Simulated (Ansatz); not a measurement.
# SrTiO3: the change of pressure and largest V_zz with volume scale

Periodic Kohn-Sham DFT of a crystal at fixed atoms, scaled to volume_scale times the given cell; pressure positive in compression, energy less spherical unpolarised free atoms, largest_vzz the field gradient of largest size among the nuclei. The results are calculated, by Ansatz 0.2.0.

The cell before it is scaled or strained (space group Pm-3m, No. 221):
```
CELL_PARAMETERS angstrom
3.90500 0.00000 0.00000
0.00000 3.90500 0.00000
0.00000 0.00000 3.90500
ATOMIC_POSITIONS crystal
Sr 0.00000 0.00000 0.00000
Ti 0.50000 0.50000 0.50000
O 0.00000 0.50000 0.50000
O 0.50000 0.00000 0.50000
O 0.50000 0.50000 0.00000
```

Settings of every row: method all-electron PAW; functional PBEsol; relativity scalar; k mesh 7x7x7; filling fermi-dirac; smearing width 0.05 eV; nucleus gaussian.

Atom start moment: 0 on all atoms.

```csv
row,volume scale,V (Å³/atom),pressure (GPa),largest V_zz (1e21 V/m^2)
1,0.94,11.195,10.616,0.4
2,0.96,11.433,5.959,0.613
3,0.98,11.671,1.784,0.82
4,0.99,11.79,-0.138,0.921
5,1,11.909,-1.959,1.021
6,1.01,12.029,-3.683,1.118
7,1.02,12.148,-5.315,1.214
8,1.04,12.386,-8.323,1.402
9,1.06,12.624,?,?
```

Question: what pressure and largest V_zz should row 9 give?

Worked fit of pressure. Take u = (V_r/V)^(2/3) − 1 with V_r = 11.849 Å³ an atom, which is twice the finite (Eulerian) strain; such expansions in the strain, on which the Birch-Murnaghan equation of state is built, carry the rest volume and the bulk modulus. The shown rows have u = 0.03858, 0.02411, 0.01014, 0.00333, -0.00336, -0.01, -0.01648, -0.02912. Least squares give pressure = −1.0505 + 272.164 × u + 780.12 × u² GPa; a straight line predicts inner rows, each left out in turn, worse (root mean square 0.27 against 0.0088 GPa). The rows lie off it by 0.005, -0.006, -0.005, -0.002, -0.003, 0.011, 0.009, -0.009 (root mean square 0.0069 GPa). The pressure vanishes at u = 0.0038, or V = 11.78 Å³ an atom, and there the bulk modulus at fixed shape and fractions is B = −V dP/dV = (2/3)(1 + u) dP/du = 186 GPa. The withheld row has u = -0.04136, so the fit gives −1.0505 + 272.164 × (-0.04136) + 780.12 × (-0.04136)² = -10.973 GPa.

The calculation gave -11.019 GPa. The fit lies 0.046 GPa (0.21 % of the column's range) above it; its largest miss of a shown row is 0.011 GPa. This row lies beyond the range of the fit.

Worked fit of largest V_zz. Take t = volume scale − 0.99. The shown rows have t = -0.05, -0.03, -0.01, 0, 0.01, 0.02, 0.03, 0.05. Least squares give largest V_zz = 0.921 + 10.019 × t − 8.05 × t² 1e21 V/m^2; a straight line predicts inner rows, each left out in turn, worse (root mean square 0.0061 against 0.00039 1e21 V/m^2). The rows lie off it by 0.000, 0.000, 0.000, 0.000, 0.001, 0.000, 0.000, 0.000. The withheld row has t = 0.07, so the fit gives 0.921 + 10.019 × (0.07) − 8.05 × (0.07)² = 1.583 1e21 V/m^2.

The calculation gave 1.583 1e21 V/m^2. The fit meets it to the printed digit. This row lies beyond the range of the fit.
